A central atom, written \*, carries an ethyl, an amino and a hydroxyl group. The molecule has been computed with boron and with aluminium in that place, using the same hybrid density functional. Each molecule has 33 vibrations, listed by their harmonic wavenumbers in rising order. The column "Al over B" divides two wavenumbers of the same rank, which needn't belong to the same kind of motion.

Unscaled harmonic wavenumbers of CH₃CH₂–\*(NH₂)OH with \* = B (point group C1) or Al (Cs), computed with Ansatz 0.2.0 at the PBE0-D4/def2-TZVP level. Each molecule is one conformer, at an energy minimum of the same level. All modes are listed in rising order and paired by rank alone, whatever their character.

| mode | * = B (cm⁻¹) | * = Al (cm⁻¹) | Al over B |
| --- | --- | --- | --- |
| 1 | 35.2 | 44.5 | 1.26 |
| 2 | 202.1 | 107.5 | 0.53 |
| 3 | 206.3 | 170.1 | 0.82 |
| 4 | 355.9 | 212.3 | 0.60 |
| 5 | 407.8 | 259.1 | 0.64 |
| 6 | 418.1 | 278.6 | 0.67 |
| 7 | 460.2 | 281.9 | 0.61 |
| 8 | 545.5 | 367.6 | 0.67 |
| 9 | 613.3 | 384.2 | 0.63 |
| 10 | 743.4 | 568.3 | 0.76 |
| 11 | 762.4 | 590.0 | 0.77 |
| 12 | 890.2 | 611.0 | 0.69 |
| 13 | 985.6 | 651.6 | 0.66 |
| 14 | 1003.0 | 816.2 | 0.81 |
| 15 | 1016.1 | 887.0 | 0.87 |
| 16 | 1062.9 | 931.0 | 0.88 |
| 17 | 1256.3 | 966.0 | 0.77 |
| 18 | 1266.0 | 1036.8 | 0.82 |
| 19 | 1381.0 | 1227.4 | 0.89 |
| 20 | 1405.8 | 1252.5 | 0.89 |
| 21 | 1420.7 | 1405.8 | 0.99 |
| 22 | 1452.2 | 1440.9 | 0.99 |
| 23 | 1496.0 | 1493.1 | 1.00 |
| 24 | 1497.9 | 1501.7 | 1.00 |
| 25 | 1637.5 | 1569.1 | 0.96 |
| 26 | 3024.1 | 3031.9 | 1.00 |
| 27 | 3045.0 | 3033.1 | 1.00 |
| 28 | 3064.8 | 3065.6 | 1.00 |
| 29 | 3108.9 | 3094.0 | 1.00 |
| 30 | 3128.1 | 3104.2 | 0.99 |
| 31 | 3628.3 | 3610.7 | 1.00 |
| 32 | 3728.8 | 3699.9 | 0.99 |
| 33 | 3893.3 | 3972.8 | 1.02 |

**(a) Which part of the spectrum responds to the exchange of the central atom, and why that part?**

*Solution.* The list divides into a lower part that falls and an upper part that hardly moves. Modes 2 to 20 all lie lower with aluminium. The drop is deepest among modes 2 to 13, where the ratio runs from 0.53 to 0.82. From mode 21 upwards the two columns agree to about one per cent, except in modes 25 and 33.

The reason lies in which atoms move and which bonds are strained. The top eight modes match the eight hydrogen atoms: by their usual ranges they are five C–H stretches, two N–H stretches and one O–H stretch. In such a motion a light hydrogen swings against its own neighbour, while the central atom stays almost at rest. The vibration hardly notices what that atom weighs or how firmly it is bound, so it is a spectator. The deformations of the methyl group, near 1500 cm⁻¹, are spectators for the same reason.

The lower part holds mainly the motions of the skeleton: stretches of the bonds to \*, bends of the angles around it, and the rocking of the amino and hydroxyl groups. These either move the central atom or strain its bonds, and many do both. Some motions within the ethyl group lie here too and respond less.

The zero-point energy shows the same division. More than half of it, in the boron compound, sits in the eight hydrogen stretches. Yet modes 2 to 20 supply 97 per cent of the net drop of 21 kJ/mol on going to aluminium. In infrared spectra of the isolated molecules, the C–H region would therefore be a poor place to tell the two apart, and the region below the methyl deformations a better one. In bulk, the aluminium compound would probably form bridges through nitrogen or oxygen, which would change its spectrum.

**(b) Aluminium is two and a half times as heavy as boron. Is its mass the main reason for the fall?**

*Solution.* A simpler system shows what to look for. Take three carts on a straight track, joined by two equal springs, with equal carts at the ends. In one vibration the outer carts move in opposite directions and the middle cart stands still; in the other the middle cart moves against both. A load on the middle cart slows only the second vibration, whereas softer springs slow both. The carts have no bends or torsions, which make up much of the lower spectrum here, but the distinction between load and springs carries over.

To separate the two in the molecule, imagine that boron is given the mass of aluminium while every force constant and the shape stay as they are. In the harmonic approximation the product of all squared wavenumbers is proportional to the stiffness of the molecule divided by the product of the atomic masses, each mass counted three times for the three directions of space. Taking the square root gives the changed mass the power 3/2. The motions of the molecule as a whole are no vibrations and have to be taken out, which brings in the total mass. The product of the 33 ratios would then be

$$P_\text{mass}=\left(\frac{m_\text{B}}{m_\text{Al}}\cdot\frac{M_\text{Al}}{M_\text{B}}\right)^{3/2}.$$

Here $m$ is the mass of the central atom and $M$ that of the whole molecule. Rotation adds a factor from the moments of inertia. It can't be less than one, and it is close to one because the central atom sits near the centre of mass.

The other atoms weigh $2\times12+8\times1+14+16=62$ atomic mass units together. With 10.8 for boron and 27.0 for aluminium this gives

$$P_\text{mass}=\left(\frac{10.8}{27.0}\cdot\frac{62+27.0}{62+10.8}\right)^{3/2}\approx0.34.$$

The computed product is 0.0028, about a hundred times smaller. Spread evenly over all modes, mass alone would lower a wavenumber by 3 per cent, while the actual average drop is 16 per cent. The heavier atom thus plays a real but minor part. This estimate has no adjustable constant, and all 33 rows enter the comparison; the output below gives the figures. It is also indifferent to how the modes are paired, since reshuffling a column leaves its product unchanged.

What remains must come from the force constants and the shape of the molecule. The two structures have different point groups, probably because the ethyl group is turned differently. Such a turn should affect mainly the softest modes and is an unlikely source of a factor of a hundred. Bonding chemistry offers a stronger reason. The valence orbitals of aluminium are more diffuse than those of boron, so its bonds are longer and overlap is weaker. Nitrogen and oxygen also donate their lone pairs less effectively into its empty p orbital, which removes part of the double-bond character that stiffens B–N and B–O.

Bends soften too. The groups around aluminium stand further apart and its bonds are less directional, so tilting a group costs less energy. The computed charges fit this picture: the Mulliken charge of the central atom rises from +0.29 to +0.62. Only the direction of this change deserves trust, since the Löwdin charges from the same calculations are negative at the central atom, though they rise as well. The rise points to greater polarity, not to stiffness itself.

A neighbouring series, in which a heavier isotope of the central atom replaces a lighter one, would behave quite differently. There the springs and the shape stay the same, the product rule, with its rotational factor, accounts for the whole change of the product, and no wavenumber of given rank can rise. An exchange down a group changes the springs as well. For a similar pair, such as carbon and silicon, the first question is therefore which motions strain the bonds of the exchanged atom.

**(c) Rows 19 and 20 have the ratio 0.89, just below rows that hardly change. Modes 1 and 33 rise, and mode 25 falls among spectators. What lies behind these rows?**

*Solution.* Rows 19 and 20 are mainly a matter of pairing. Between 1300 and 1480 cm⁻¹ the boron compound has four modes, the aluminium compound only two. Two are expected in both molecules, from deformations of the ethyl group. The two extra ones are most likely the B–N and B–O stretches, which usually lie in this range, whereas Al–N and Al–O stretches are expected below 1000 cm⁻¹.

When two modes drop out of this range, those beneath them move up two places in the ranking. Aluminium modes 19 and 20 should then be compared with boron modes 17 and 18, and the ratios become 0.98 and 0.99. On this reading they are nearly unchanged motions of the CH₂ group. The printed 0.89 makes them look too sensitive, and it hides how far the stretches have really fallen.

Mode 1 rises from 35 to 45 cm⁻¹. It is probably the twisting of the ethyl group about its bond to the central atom. So soft a motion depends on weak forces between the groups, and these change with the orientation of the ethyl group, which is probably not the same in the two structures. The harmonic approximation is also at its poorest here. The rise is therefore no sign of a stiffer bond to aluminium.

Mode 25, by its position the scissoring of the NH₂ group, falls by 4 per cent. The central atom barely moves in it, so its mass is an unlikely cause. Two other causes are possible. The scissoring also changes the angles between the N–H bonds and the bond to \*, and these are probably easier to bend in the aluminium compound. Coupling may add to this: in the boron compound the B–N stretch is expected not far below, where it can push the scissoring mode up, while the Al–N stretch is more distant. The table alone can't tell how much each contributes.

Mode 33, the O–H stretch, rises by 80 cm⁻¹, or 2 per cent. A heavier atom can't raise it, so the force field or the shape must have changed. If the mode is a pure O–H stretch, its force constant has grown by about 4 per cent, because stiffness goes with the square of the wavenumber. A wider angle at oxygen in the more polar Al–O–H group, with more s character in the O–H bond, would act in this direction, but that is a conjecture. Harmonic wavenumbers lie a few per cent above measured bands, so a shift of this size is meaningful only between two computed values, not between a computed and a measured one.

Output of the analysis:

```
Lowest ratio Al/B in modes 2 to 13: 0.5319
Highest ratio Al/B in modes 2 to 13: 0.8245
Lowest ratio Al/B in modes 14 to 20: 0.7689
Highest ratio Al/B in modes 14 to 20: 0.891
Largest change in modes 21 to 24, per cent: 1.049
Largest change in modes 26 to 32, per cent: 0.775
Product of all 33 ratios: 0.002822
Product of the ratios without mode 1: 0.002232
Product expected from the mass of the central atom alone: 0.342
Factor left over for force constants and shape: 0.008253
Geometric mean ratio, computed: 0.837
Geometric mean ratio, mass alone: 0.968
Share of mass in the logarithm of the product, per cent: 18.28
Modes between 1300 and 1480 cm-1, B: 4
Modes between 1300 and 1480 cm-1, Al: 2
Al mode 19 over B mode 17: 0.977
Al mode 20 over B mode 18: 0.9893
Change of mode 1, cm-1: 9.3
Change of mode 25, cm-1: -68.4
Change of mode 25, per cent: -4.177
Change of mode 33, cm-1: 79.5
Rise of the O-H force constant if mode 33 is a pure O-H stretch, per cent: 4.126
Change of zero-point energy from B to Al, kJ/mol: -20.79
Share of modes 2 to 20 in that change, per cent: 97.31
Share of modes 26 to 33 in the zero-point energy of the B molecule, per cent: 54.17
```
